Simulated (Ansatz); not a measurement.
A series in volume scale on Cd

Free energy against uniform scaling of the volume at fixed shape and fractions; periodic cell, basis, potentials, k mesh and filling as listed. The results are calculated, by Ansatz 0.2.0.

The cell before it is scaled or strained (space group R-3m, No. 166):
```
Cd
1.0
      1.6080     0.9284     2.4493
     -1.6080     0.9284     2.4493
      0.0000    -1.8568     2.4493
Cd
1
Direct
  0.00000 0.00000 0.00000
```

Settings of every row: functional PBEsol; dispersion none; potentials all-electron LAPW; k mesh 11x11x11; k shift 0x0x0; occupations cold; smearing width 0.2 eV; spin none; SCF threshold exponent -6.

Limits: coarse k mesh, up to 40 meV an atom off; the cell comes from a prototype or a list of computed structures and needn't be the stable phase.

```
row  volume scale  V (Å³/atom)  energy above lowest point (meV/atom)
  1          0.94       20.623                                   1.4
  2          0.96       21.061                                     0
  3          0.98         21.5                                     ?
  4             1       21.939                                   6.8
  5          1.02       22.378                                  14.3
  6          1.04       22.816                                    24
  7          1.06       23.255                                  35.6
```

Question: what energy above lowest point should row 3 give?

Worked fit of energy above lowest point. Take u = (V_r/V)^(2/3) − 1 with V_r = 22.159 Å³ an atom, which is twice the finite (Eulerian) strain; such expansions in the strain, on which the Birch-Murnaghan equation of state is built, carry the rest volume and the bulk modulus. The shown rows have u = 0.04906, 0.03446, 0.00667, -0.00653, -0.01929, -0.03167. Least squares give energy above lowest point = 10.27 − 566.9 × u + 7564 × u² + 6289 × u³ meV/atom; a parabola predicts inner rows, each left out in turn, worse (root mean square 0.13 against 0.06 meV/atom). All shown rows lie on it to the printed digit. Its lowest point lies at u = 0.0359, or V = 21.02 Å³ an atom, and the curvature there gives the bulk modulus at fixed shape and fractions, B = (4/9)(1 + u)² E″(u)/V = 59.9 GPa. Letting shape and atoms relax would as a rule lower it, by much in layered, chain or molecular crystals. The withheld row has u = 0.02033, so the fit gives 10.27 − 566.9 × (0.02033) + 7564 × (0.02033)² + 6289 × (0.02033)³ = 1.9 meV/atom.

The calculation gave 1.9 meV/atom. The fit meets it to the printed digit.
